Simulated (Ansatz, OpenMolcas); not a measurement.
**A ladder of methods for C3H9Ga (trimethylgallium (TMGa))**

The species is C3H9Ga (13 atoms), meant as a singlet with charge 0. As SMILES, `C[Ga](C)C`. Geometry: relaxed at PBE0-D4/def2-TZVP.

Each level gives the vertical energy of the triplet above the singlet (eV). The values are calculated.

```tsv
level	kind	program	value (eV)	CPU time (all runs)
SVWN5/def2-SVP	LDA	OpenMolcas	4.89	4.9 min
revPBE/def2-SVP	GGA	OpenMolcas	4.79	6.1 min
M06-L/def2-SVP	meta-GGA	OpenMolcas	5.21	5.5 min
BHLYP/def2-SVP	global hybrid	Ansatz	5.37	2.8 min
PBE0/def2-SVP	global hybrid	Ansatz	5.10	2.9 min
r2SCAN0/def2-SVP	hybrid meta-GGA	Ansatz	5.06	6.1 min
RPA@PBE0/def2-SVP	RPA	Ansatz	5.18	3.6 min
MP2/def2-SVP	perturbation theory	Ansatz	5.60	94 s
```

All-electron rows without a relativistic Hamiltonian named are non-relativistic. The values span 4.79 to 5.60 eV. A triplet this far above the singlet is often a Rydberg-like or dissociative state; sets without diffuse functions put Rydberg states too high. In the correlated wave-function rows the outer d shell of Ga is correlated, in sets not made for it. CPU times are rough (shared hosts, several kinds of processor and program).

All levels place the triplet well above the closed-shell singlet at the singlet's geometry, as expected for a trivalent gallium alkyl with no lone pair on the metal. The highest occupied orbitals are Ga–C σ bonds, polarised towards carbon, and the natural valence acceptor is the empty Ga 4p orbital perpendicular to the GaC3 plane. The triplet therefore probably takes an electron out of Ga–C bonding and moves some charge back towards the metal, which would weaken the bonds to methyl.

Among the density functionals, the gap rises from revPBE (4.79 eV) through PBE0 to BHLYP (5.37 eV), probably because more exact exchange widens the separation between the bonding and acceptor levels. M06-L breaks this order: it has no exact exchange, yet lies above PBE0 and r2SCAN0. RPA stays close to PBE0, whereas MP2 gives the largest gap, so the ordering of the states is firmer than their separation. These vertical energies don't establish whether the relaxed triplet is bound or loses a methyl radical.
